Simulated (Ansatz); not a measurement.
**Ligand exchange: Cd(CH3)(SH) + SnH3(SH) → Cd(SH)2 + SnH3(CH3)**

Gas-phase species: Cd(CH3)(SH), singlet; SnH3(SH), singlet; Cd(SH)2, singlet; SnH3(CH3), singlet. The partners trade CH3 for SH: Cd–CH3 and Sn–SH bonds give way to Cd–SH and Sn–CH3.

Shapes, held fixed at every level: PBE0-D4/def2-TZVP. Programs: Ansatz 0.2.0. Electronic energies: no zero-point or thermal term.

**Question.** Estimate ΔE of this reaction.

**Answer.** The highest level, CCSD(T)/def2-TZVPP, gives ΔE = -28.9 kJ/mol; the levels span -31.3 to -25.6. The column of differences is taken from that level and isn't an error. No measured value is set beside it here. For atoms past krypton def2 sets carry core potentials with scalar relativity. Outer-core shells of Cd, Sn are correlated, in sets that cover them unevenly. Times are processor times on shared x86 and Arm servers, and rough.

| level | kind | ΔE (kJ/mol) | less CCSD(T)/def2-TZVPP | CPU time (sum over the molecules) |
| --- | --- | --- | --- | --- |
| r2SCAN-D4/def2-TZVPP | meta-GGA | -28.2 | +0.7 | 33 s |
| B3LYP-D4/def2-TZVPP | global hybrid | -28.1 | +0.8 | 27 s |
| r2SCAN0-D4/def2-TZVPP | global hybrid | -31.3 | -2.4 | 28 s |
| wB97M-V/def2-TZVPP | range-separated hybrid | -30.8 | -1.9 | 62 s |
| B2PLYP/def2-TZVPP | double hybrid | -28.3 | +0.6 | 33 s |
| MP2/def2-TZVPP | perturbation theory | -25.6 | +3.3 | – |
| CCSD(T)/def2-TZVPP | coupled cluster or CI | -28.9 | 0.0 | – |

Every level places the products below the reactants, with CCSD(T) giving -28.9 kJ/mol, so methyl prefers tin and thiolate prefers cadmium in this pair. The likely reason is the differing polarity of the metal–ligand bonds. Cadmium is the more electropositive partner, and SH accommodates negative charge much better than CH3, whose carbanion is far more basic. Moving SH to cadmium therefore favours the more polar bond, while tin(IV) keeps a largely covalent bond to carbon through its sp3-type hybrids.

The exchange conserves the number of metal–carbon and metal–sulfur bonds, which probably lets much of the error in each bond cancel and explains the close agreement between quite different methods. Exact exchange shows no uniform effect: r2SCAN0 is more exothermic than r2SCAN, yet B3LYP almost coincides with the latter. MP2 gives the weakest driving force, at -25.6 kJ/mol, but leaves the preference intact. The reaction energy measures only the relative preference of the two metals for these ligands, not the strength of any single bond.
